## Hyperfine constants of one electron outside an argon-like core

The magnetic dipole constant $A$ and the electric quadrupole constant $B$ of Sc²⁺ are given per nuclear g factor $g$ and per quadrupole moment $Q$. DHF keeps the core frozen, RPA lets it respond to the nuclear multipole field, and Brueckner orbitals add correlation of the outer electron with the core. The ground state is 3d3/2; 4s lies 3.320 eV higher.

Calculated values. B-spline many-body code 1, no-pair Dirac-Coulomb: Sc²⁺ (Z = 21), one electron outside a frozen [Ne] 3s2 3p6 core, with DHF or Brueckner orbitals (second-order or RPA-screened correlation potential) and static RPA core polarisation. The nucleus is uniformly magnetised, with rms radius 3.5459 fm; g = μ/(I μ_N), and structure radiation and normalisation terms are omitted.

| hyperfine | A/g, DHF (MHz) | A/g, RPA (MHz) | A/g, Brueckner RPA (MHz) | B/Q, DHF (MHz/barn) | B/Q, RPA (MHz/barn) | B/Q, Brueckner RPA (MHz/barn) |
| --- | --- | --- | --- | --- | --- | --- |
| 4s1/2 | 2874 | 3407 | 3741 | n/a | n/a | n/a |
| 5s1/2 | 988.0 | 1161 | 1216 | n/a | n/a | n/a |
| 6s1/2 | 457.8 | 536.4 | 553.9 | n/a | n/a | n/a |
| 7s1/2 | 249.1 | 291.4 | 299.1 | n/a | n/a | n/a |
| 4p1/2 | 588.7 | 706.9 | 790.8 | n/a | n/a | n/a |
| 5p1/2 | 227.9 | 270.9 | 291.4 | n/a | n/a | n/a |
| 6p1/2 | 112.2 | 132.9 | 140.8 | n/a | n/a | n/a |
| 7p1/2 | 63.42 | 74.98 | 78.86 | n/a | n/a | n/a |
| 4p3/2 | 113.5 | 155.1 | 171.9 | 211 | 278 | 309 |
| 5p3/2 | 44.00 | 58.50 | 62.33 | 81.7 | 105 | 112 |
| 6p3/2 | 21.68 | 28.52 | 29.93 | 40.3 | 51.0 | 53.8 |
| 7p3/2 | 12.26 | 16.05 | 16.72 | 22.8 | 28.7 | 30.0 |
| 3d3/2 | 217.7 | 231.0 | 256.0 | 134 | 122 | 137 |
| 4d3/2 | 37.63 | 41.59 | 42.64 | 23.2 | 35.7 | 38.0 |
| 5d3/2 | 16.39 | 17.91 | 18.18 | 10.1 | 15.5 | 16.1 |
| 6d3/2 | 8.721 | 9.463 | 9.561 | 5.39 | 8.16 | 8.37 |
| 3d5/2 | 92.74 | 30.26 | 43.15 | 190 | 174 | 194 |
| 4d5/2 | 16.07 | 18.44 | 20.16 | 33.0 | 50.8 | 53.9 |
| 5d5/2 | 7.002 | 8.641 | 9.087 | 14.4 | 22.0 | 22.8 |
| 6d5/2 | 3.726 | 4.688 | 4.851 | 7.65 | 11.6 | 11.9 |
| 4f5/2 | 1.433 | 1.448 | 1.600 | 1.47 | 14.4 | 15.3 |
| 5f5/2 | 0.7640 | 0.7929 | 0.8914 | 0.784 | 6.94 | 7.34 |
| 6f5/2 | 0.4515 | 0.4773 | 0.5376 | 0.463 | 3.87 | 4.07 |
| 7f5/2 | 0.2878 | 0.3078 | 0.3468 | 0.295 | 2.38 | 2.49 |
| 4f7/2 | 0.7962 | -0.02953 | -0.1276 | 1.72 | 16.8 | 17.9 |
| 5f7/2 | 0.4246 | -0.1954 | -0.2771 | 0.915 | 8.10 | 8.57 |
| 6f7/2 | 0.2509 | -0.1673 | -0.2203 | 0.541 | 4.51 | 4.75 |
| 7f7/2 | 0.1599 | -0.1252 | -0.1600 | 0.345 | 2.78 | 2.91 |
| 5g7/2 | 0.2913 | 0.2915 | 0.2967 | 0.377 | 4.46 | 4.54 |
| 6g7/2 | 0.1688 | 0.1691 | 0.1725 | 0.218 | 2.57 | 2.62 |
| 7g7/2 | 0.1064 | 0.1067 | 0.1089 | 0.138 | 1.61 | 1.64 |
| 5g9/2 | 0.1854 | 0.1782 | 0.1808 | 0.411 | 4.87 | 4.95 |
| 6g9/2 | 0.1074 | 0.1001 | 0.1015 | 0.238 | 2.80 | 2.85 |
| 7g9/2 | 0.06772 | 0.06166 | 0.06248 | 0.150 | 1.76 | 1.79 |

### 1. Why does $A/g$ fall so steeply from s to g?

For orbital momentum $l>0$ and total momentum $j$, one-electron theory gives

$$\frac{A}{g}=C_A\frac{l(l+1)}{j(j+1)}\langle r^{-3}\rangle,\qquad \frac{B}{Q}=C_B\frac{2j-1}{2j+2}\langle r^{-3}\rangle,$$

with $C_A=95.41$ MHz and $C_B=234.96$ MHz/barn per atomic unit; s states have a contact term instead. An electron outside the core sees charge $z=3$, so $\langle r^{-3}\rangle=z^3/[n^3l(l+\tfrac12)(l+1)]$. For 5g7/2 this is $27/(125\cdot90)=0.00240$, and $A/g=95.41\cdot(20/15.75)\cdot0.00240=0.2908$ MHz, against 0.2913 at DHF with nothing fitted. The centrifugal barrier keeps g out of the core. DHF exceeds the hydrogenic value by 9% for 4f7/2 and by factors of 16 for 4p3/2 and 27 for 4s, which reach the poorly screened nucleus.

### 2. What fixes the ratio within a doublet at DHF?

Both members share nearly one radial function, so $A(l-\tfrac12)/A(l+\tfrac12)=(l+\tfrac32)/(l-\tfrac12)$: 7/3, 9/5 and 11/7 for d, f and g, met within 0.6%. The p ratios, 5.17 to 5.19, exceed 5 because relativity enhances p1/2 near the nucleus; Casimir's factors for $Z=21$ give 5.175. A heavier ion such as Y²⁺ would depart further.

### 3. How do the constants fall with $n$, and why does 3d not fit?

Near the nucleus the orbitals of a series keep their shape, and the squared amplitude scales as $\nu^{-3}$, where $\nu=z\sqrt{\mathrm{Ry}/E}$ and $E$ is the removal energy. The correlated energies give a 4s/5s ratio of 2.94, between DHF (2.91) and Brueckner RPA (3.08). For 3d3/2 over 4d3/2 the rule gives 3.49 and DHF 5.79. A least-squares line of $(A/g)^{-1/3}$ against $n$ through the DHF values of 4d3/2 to 6d3/2 extrapolates to 116 MHz for 3d3/2, which was left out; DHF has 217.7. The nodeless 3d has collapsed into the region of the 3s and 3p shells and is no Rydberg orbital.

The Fermi–Segrè formula, $\tfrac83C_AZz^2/\nu^3$ times a relativistic factor 1.045, but here without its correction for a quantum defect that varies with $n$, gives 3720 MHz for 4s, 0.6% below the last $A/g$ column, but lies 4% above it for 5s. It contains no core spin response, so the 4s match proves little.

### 4. Why does RPA multiply $B$ of g states by twelve and barely move $A$?

The nuclear quadrupole deforms the core charge, and outside the core the induced moment acts with the same $r^{-3}$ law as $Q$. For an outer electron the ratio RPA/DHF should then be a constant $1-\gamma_\infty$ (Sternheimer antishielding), blind to spin. The magnetic operator is odd under time reversal and induces no charge density in a closed core; its response reaches the outer electron only by exchange, which needs overlap.

The numbers show the consequences. The ratio is 11.7 to 11.8 for g, so $\gamma_\infty\approx-11$, and the two $j$ values agree within 0.6% in d, f and g, no more than rounding allows. It drops from 9.8 for 4f to 8.1 for 7f as penetration grows, and to 1.5 for 4d. For 3d, which lies among the deformed shells, it is about 0.91, a slight net shielding. Being inside the core does not alone fix the sign: $B/Q$ of 4p3/2 also arises mostly there, yet it gains about 30%. $A/g$ of g states changes by 9% at most.

### 5. Why does RPA cut 3d5/2 and turn f7/2 negative?

One possible route is spin polarisation: exchange with the outer spin unbalances the core s shells and leaves spin density at the nucleus. The projection of spin on $j$ is $\pm1/(2l+1)$, so this contact term shifts the members by $+c$ ($j=l+\tfrac12$) and $-c$. The signs in 3d agree, $-62.5$ and $+13.3$ MHz, but the sizes refute contact alone, as does 4f ($-0.826$ and $+0.015$). Adding a common rescaling of both DHF values gives two equations in two unknowns, with $c=-48$ MHz for 3d and $+0.5$ MHz for 4d. This is a rearrangement, not a test: orbital, spin-dipolar and contact responses are three unknowns. Both members rise in 4d to 6d, for a reason that the columns do not isolate.

The negative f7/2 values are core response outweighing a positive valence term. In 4f7/2 the two almost cancel, which is why its final magnitude, 0.1276 MHz, lies below the 0.2771 of 5f7/2.

### 6. What do Brueckner orbitals add?

The polarisable core attracts the electron and contracts its orbital. The gain over RPA fades with $n$ in s, p and d (10% for 4s, 3% for 7s). The 43% gain of 3d5/2 owes its size to a small denominator: against the DHF value it is 14%, beside 11.5% for 3d3/2. In f5/2 the gain of $A/g$ grows slightly, from 10.5% to 12.7%, and f7/2 turns more negative. More overlap and hence more exchange response may contribute to the f7/2 change, but the columns do not isolate it.

### 7. Which digits hold?

$B/Q$ is given to two or three digits, which is its printed precision and not its accuracy. In both constants the neglected structure radiation and normalisation terms can matter more than rounding, most where parts cancel. The magnitudes of DHF value, RPA shift and Brueckner shift add to 13.5 times the result for 4f7/2, and 3 to 4 times for 3d5/2 and the other f7/2 rows. Errors of 1% in each part could move 4f7/2 by 13%. The 3d3/2 removal energy is 24.915 eV against a measured 24.757 eV; this overbinding hints, without showing it, that the 3d Brueckner gains are somewhat large. Which of the two correlation potentials underlies the last columns is not identified.

### 8. What changes with the nucleus or the element?

Observed constants carry $g$ and $Q$, and a negative $Q$, as in ⁴⁵Sc, reverses every $B$. Along K, Ca⁺, Sc²⁺, Ti³⁺ the g constants at DHF should scale as $z^3$, while the stiffening core should antishield less. At lower charge 3d is more diffuse, so its break with the Rydberg scaling should weaken. The cut of $A/g$ in 3d5/2 need not weaken with it: the f7/2 rows show that a diffuse orbital can have a core response larger than its valence term.
